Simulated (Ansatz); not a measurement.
# Phonon-limited resistivity of YbAg (computed with Ansatz 0.2.0)

Space group Pm-3m (No. 221), 2 atoms in the cell of the first input below: a = 3.575 Å, b = 3.575 Å, c = 3.575 Å, α = 90.00°, β = 90.00°, γ = 90.00°.

The cell was built from a prototype of a structure type listed for this compound, relaxed without spin–orbit coupling to zero pressure (pressure 0.0 GPa with this functional, without spin–orbit coupling). Functional: PBEsol.

Input:

```yaml
crystal:
  lattice:
    - [3.5750141681, 0.0, 0.0]
    - [0.0, 3.5750141681, 0.0]
    - [0.0, 0.0, 3.5750141681]
  atoms:
    - { symbol: Yb, position: [0.0, 0.0, 0.0] }
    - { symbol: Ag, position: [0.5, 0.5, 0.5] }
basis:
  ecutwfc: 420
  ecutrho_ratio: 4
kpoints:
  mp_grid: { grid: [10, 10, 10] }
hamiltonian:
  xc: pbesol
scf:
  occupations: { method: methfessel_paxton, width: 0.2 }
output: {}
phonons:
  supercell: [2, 2, 2]
  qpath:
    path:
      - [[0.0, 0.0, 0.0], [0.0, 0.5, 0.0], [0.5, 0.5, 0.0], [0.0, 0.0, 0.0], [0.5, 0.5, 0.5], [0.0, 0.5, 0.0]]
      - [[0.5, 0.5, 0.5], [0.5, 0.5, 0.0]]
    npoints: 6
  electrical_resistivity: { mesh: [20, 20, 20], temperatures: [50, 100, 200, 300, 500] }
  superconductivity: { mesh: [20, 20, 20], eliashberg_equations: false }
```

```bash
ansatz run input.yaml --threads 8 --pin off --max-ram 15360MiB --backend cpu --events-out ev --progress --plain --runs-dir out
```

Time: 4.7 min on 8 threads of Arm Neoverse V2, with other jobs on the host, peak memory 8.4 GiB.

λ_tr,xx from the finest mesh down: 0.197, 0.235, 0.291. The next coarser mesh moves the resistivity at 300 K by 9 % along the axis that moves most.

The run gives λ_tr,xx = 0.197 and a Drude plasma energy ħω_p,xx = 4.85 eV.

Problem. Estimate the resistivity along x at 300 K from the high-temperature formula.

Solution. ħ/τ = 2π λ_tr k_B T = 0.0320 eV and ρ = 1/(ε0 ω_p² τ) = 10.11 μΩ cm. The Boltzmann solution gives 8.99 μΩ cm, so the estimate is 13 % high; λ_tr itself still moves by 19 % between the two finest meshes.

```csv
T (K),ρ_xx (μΩ cm),ρ_zz (μΩ cm),"formula, xx","R_H, field along x, y or z (10⁻¹¹ m³/C)"
50,1.01,1.01,1.69,-16.1
100,2.73,2.73,3.37,-15.5
200,5.90,5.90,6.74,-15.6
300,8.99,8.99,10.11,-15.9
500,15.43,15.43,16.86,-15.8
```

At 300 K the next coarser mesh moves R_H by up to 2 %.

At 50 K the solution is 0.6 times the linear formula, and at 500 K 0.92 times. The formula is meant for temperatures above the phonon energies and for bands that vary little within k_B T.

Caveats: 4f levels without a Hubbard U lie too near the Fermi level; no spin-orbit coupling, which matters for these elements; not converged in the fine mesh; small supercell, couplings not converged in it.

The resistivity is that of a metal with weak electron-phonon coupling, and λ_tr stays small on all three meshes. Between 50 and 100 K the resistivity rises faster than temperature, because phonons that scatter through large angles are still being thermally populated. Above that it becomes nearly linear, as expected once the phonon occupations grow in proportion to temperature.

The formula lies above the Boltzmann solution at every temperature. Phonon freeze-out explains the large gap at 50 K, but probably not all of what remains at 500 K in a lattice of such heavy atoms. There, the solution's freedom to let weakly scattered states carry more of the current probably contributes, as may band structure that varies near the Fermi level.

The negative, almost constant Hall coefficient indicates a predominantly electron-like response and suggests that the relative scattering rates across the Fermi surface change little with temperature. It doesn't by itself give a carrier density if several sheets contribute. Defect scattering would add a residual resistivity, which matters most at 50 K.
